An electron in a crystal is labelled by its wavevector k, which tells how the phase of its wave changes from cell to cell. The table follows the levels of gallium nitride at seven such wavevectors, with point a, point b and point c as their components along the reciprocal cell vectors. "Level under 1" is the highest filled level and "level over 1" the lowest empty one. All energies are counted from the top of the filled levels.

Kohn–Sham levels of GaN (space group P6_3mc, 4 atoms per cell, a = 3.18 Å, c = 5.166 Å) at points of a 10×10×5 k mesh, computed with FLEUR MaX-R8.1 (later development tree) using all-electron LAPW and the PBE functional. The given geometry was kept, without spin polarisation or spin–orbit coupling. Energies are counted from the valence top.

| point a (reciprocal cell vector) | point b (reciprocal cell vector) | point c (reciprocal cell vector) | level under 4 (eV) | level under 3 (eV) | level under 2 (eV) | level under 1 (eV) | level over 1 (eV) | level over 2 (eV) |
| --- | --- | --- | --- | --- | --- | --- | --- | --- |
| 0.0000 | 0.0000 | 0.0000 | -1.060 | -0.059 | 0.000 | 0.000 | 1.982 | 4.314 |
| 0.0000 | 0.3000 | 0.0000 | -3.515 | -2.265 | -1.065 | -0.645 | 4.739 | 5.885 |
| 0.0000 | 0.5000 | 0.0000 | -4.271 | -2.778 | -2.260 | -0.985 | 5.082 | 5.622 |
| 0.0000 | 0.5000 | 0.4000 | -2.429 | -2.224 | -1.678 | -1.635 | 4.172 | 4.812 |
| 0.1000 | 0.1000 | 0.0000 | -2.119 | -1.399 | -0.369 | -0.351 | 3.605 | 5.752 |
| 0.2000 | 0.2000 | 0.0000 | -4.374 | -3.034 | -1.439 | -1.314 | 5.706 | 6.552 |
| 0.3000 | 0.3000 | 0.0000 | -4.853 | -3.463 | -2.630 | -2.586 | 5.233 | 7.549 |

*Where do filled and empty levels come closest?* At level point 1 (the points are numbered by table row), the zone centre, where every cell carries the same phase. The highest filled level and the lowest empty level both have their extremes there, 1.98 eV apart, so the gap is direct: light can lift an electron across it without help from a lattice vibration. At the next best point, level point 5, the vertical distance has already doubled to 3.96 eV.

*Why at the centre?* Consider a simpler system, a straight chain in which atoms with an s orbital alternate with atoms with p orbitals. If all cells have the same phase, all p orbitals along the chain point the same way. Each s orbital then meets a positive lobe on one side and a negative lobe on the other, and the two overlaps cancel. Once the phase changes along the chain, the cancellation is incomplete, s and p mix, and the two levels repel: the upper one rises and the lower one sinks.

Gallium nitride behaves similarly, because its lowest empty level is mainly s-like and its highest filled levels are mainly nitrogen 2p. Around each gallium atom the four nitrogen neighbours form a nearly regular tetrahedron, so the overlaps nearly cancel at the centre, as in the chain. Away from it they don't, and the levels are driven apart. The chain explains the direction of the effect near the centre; it is too simple to supply energies or to describe the edge of the zone.

*How strong is this push?* A free electron is a useful yardstick, since its energy ħ²k²/2m contains no repulsion between levels (ħ is the reduced Planck constant, m the electron mass). Take level point 5, where point a and point b are both 0.1. With a cell edge of 3.18 Å, the two in-plane reciprocal vectors have length 4π/(√3 × 3.18 Å) = 2.28 Å⁻¹ and enclose 60°. Hence k² = (0.1² + 0.1² + 0.1 × 0.1) × 2.28² = 0.156 Å⁻².

Multiplied by ħ²/2m = 3.81 eV Å², this gives about 0.6 eV. The lowest empty level rises by 1.62 eV over the same step, 2.7 times as much. Theory ascribes the excess mainly to the s–p repulsion: the coupling grows in proportion to k, and the shift is roughly the coupling squared divided by the distance between the levels. The push therefore grows as k² at first, just like the free-electron energy, and makes the electron act as if it were lighter. The step is too long, however, to yield a proper effective mass, which is defined by the curvature right at the centre.

*Why does the highest filled level move so much less?* Over that same step it falls by only 0.35 eV. In the chain, p orbitals that stand across the direction of travel never overlap with s, so the s level just across the gap doesn't push them. They aren't free of all pushes, though: the yardstick points upward by 0.6 eV, so a level that ends 0.35 eV lower has been pressed down by about 0.95 eV, which theory ascribes to empty levels higher up. The level looks flat because this push and the free-electron rise largely cancel. A crystal has two such crosswise directions, and level point 5 indeed shows two filled levels close together at the top, with the next one about 1 eV lower. That the upper two are the crosswise orbitals is an inference from theory, since the table lists energies and not orbital shapes. For this step in the plane, one of them is expected to lie in the plane and the other along the axis, so they aren't the top pair of the centre: the lengthwise member of that pair should be the level that has sunk by 1.40 eV. That is about 2 eV below its yardstick, twice the excess of the empty level, so the repulsion of these two levels alone isn't the whole account. As far as band shape decides, electrons in this material should answer an electric field more readily than holes in the two flat levels.

*Does the lowest empty level keep climbing towards the edge of the zone?* No. From level point 6 to level point 7, near the zone corner called K, it comes down by 0.47 eV. It also drops by 0.91 eV between level points 3 and 4, that is from the midpoint of a side face towards the edge of the zone above it. The free-electron yardstick, evaluated at all seven points without any adjustable constant, fails here: at level points 3, 4 and 7 it lies well above the computed rise, as the printed analysis after this text shows.

The general explanation, which the table itself doesn't test, is that a wave near the zone edge is no longer alone. Waves that differ by a reciprocal lattice vector come close in energy there, the lattice mixes them, and the lowest of the resulting levels is pressed down. Because each column is sorted by energy, a turn may also mean that a different state has become the lowest. Either way, a turn downward points to further valleys away from the centre. Level point 5 still lies on the slope of the central valley; outside it, the lowest empty state in the table is the one at level point 4, 2.19 eV above the bottom, and the true minimum of that valley may be somewhat lower. The second empty level at the centre follows closely, 2.33 eV above the bottom.

*Why is the top of the filled levels a pair with a single level just below?* In a cubic crystal the three p directions are equivalent, and without spin–orbit coupling their levels coincide at the centre. The hexagonal cell has one special axis. It leaves the two p orbitals across the axis equal, but sets apart the one along it, here by 59 meV. This splitting is a small difference between large bonding energies, so it reacts to slight changes in the height of the cell and in the position of nitrogen along the axis.

The atoms were held in a given cell, and 59 meV belongs to that geometry. The shortest Ga–N contact, 1.937 Å, is 3/8 of the cell height, which suggests that nitrogen was left at the ideal position along the axis and not relaxed. Spin–orbit coupling, which was left out, would split the upper pair by very roughly 0.01 eV. The order, pair above single level, is therefore a sound reading for this cell, whereas the size of the splitting, even its first digit, shouldn't be carried over to the real crystal, for which recalled measured values lie below half of it. The same caution applies to the 18 meV between the two highest filled levels at level point 5, which is of the size of the neglected coupling.

*Is 1.98 eV the gap of real gallium nitride?* No; the measured gap is roughly 3.4 eV, a recalled value, so the calculation falls short by about 1.4 eV. A finer mesh wouldn't cure this, because the mesh already contains the centre, where both edges lie. Spin–orbit coupling is far too weak, and the vibration of the atoms, also left out, would lower the computed gap further. The known culprit is the functional: PBE generally places empty levels too close to filled ones. It also puts the gallium 3d levels too high, from where they push up the nitrogen 2p levels.

This error reaches beyond the gap itself. The s–p push is divided by the distance between the levels, so a gap that is too small tends to make the push too strong and the electron too light. The trustworthy content is the pattern: a direct gap, a lowest empty level that is steep near the centre, a highest filled level that is flatter there, and further valleys well above the bottom, at heights that seven points can't fix. Absolute energies across the gap are off already in the first digit, however many decimals are printed.

*What would change if aluminium took the place of gallium?* The outer s level of aluminium lies higher than that of gallium, whose nucleus is poorly screened by the filled 3d shell and so holds its outer s electrons more tightly. The s-like empty level should move up, away from nitrogen 2p, and the gap should widen, as is well known for aluminium nitride. With a larger distance between the levels the s–p push weakens, and the lowest empty level should rise less steeply from the centre. Indium nitride is the well-known opposite case, with a small gap and a light electron. For a related nitride with a direct gap, then, the first guess at how steep the empty level is comes from the width of the gap.

Printed output of the fit:

```
Vertical gap and change from the zone centre in eV:
  row  vertical gap  rise of lowest empty level  fall of highest filled level  free-electron energy
  0.0         1.982                           0                             0                     0
  0.0         5.384                       2.757                         0.645                 1.785
  0.0         6.067                         3.1                         0.985                 4.958
  0.0         5.807                        2.19                         1.635                  5.86
  0.1         3.956                       1.623                         0.351                 0.595
  0.2          7.02                       3.724                         1.314                  2.38
  0.3         7.819                       3.251                         2.586                 5.355
Spacings of neighbouring levels in eV:
  row  filled 1 to 2  filled 2 to 3  filled 3 to 4  empty 1 to 2
  0.0              0          0.059          1.001         2.332
  0.0           0.42            1.2           1.25         1.146
  0.0          1.275          0.518          1.493          0.54
  0.0          0.043          0.546          0.205          0.64
  0.1          0.018           1.03           0.72         2.147
  0.2          0.125          1.595           1.34         0.846
  0.3          0.044          0.833           1.39         2.316
Gap at the zone centre (eV): 1.982
Shortfall from the rough measured gap (eV): 1.418
Gap in units of the smearing width: 39.64
Single level below the top pair at the centre (meV): 59
Axis ratio c/a of the cell: 1.625
Ideal axis ratio: 1.633
First step, rise of empty level over fall of filled level: 4.624
First step, rise of empty level over free-electron energy: 2.728
First step, fall of filled level over free-electron energy: 0.59
Lowest empty level near L above the centre (eV): 2.19
Fall of lowest empty level from M to near L (eV): 0.91
Fall of lowest empty level from second step to near K (eV): 0.473
```
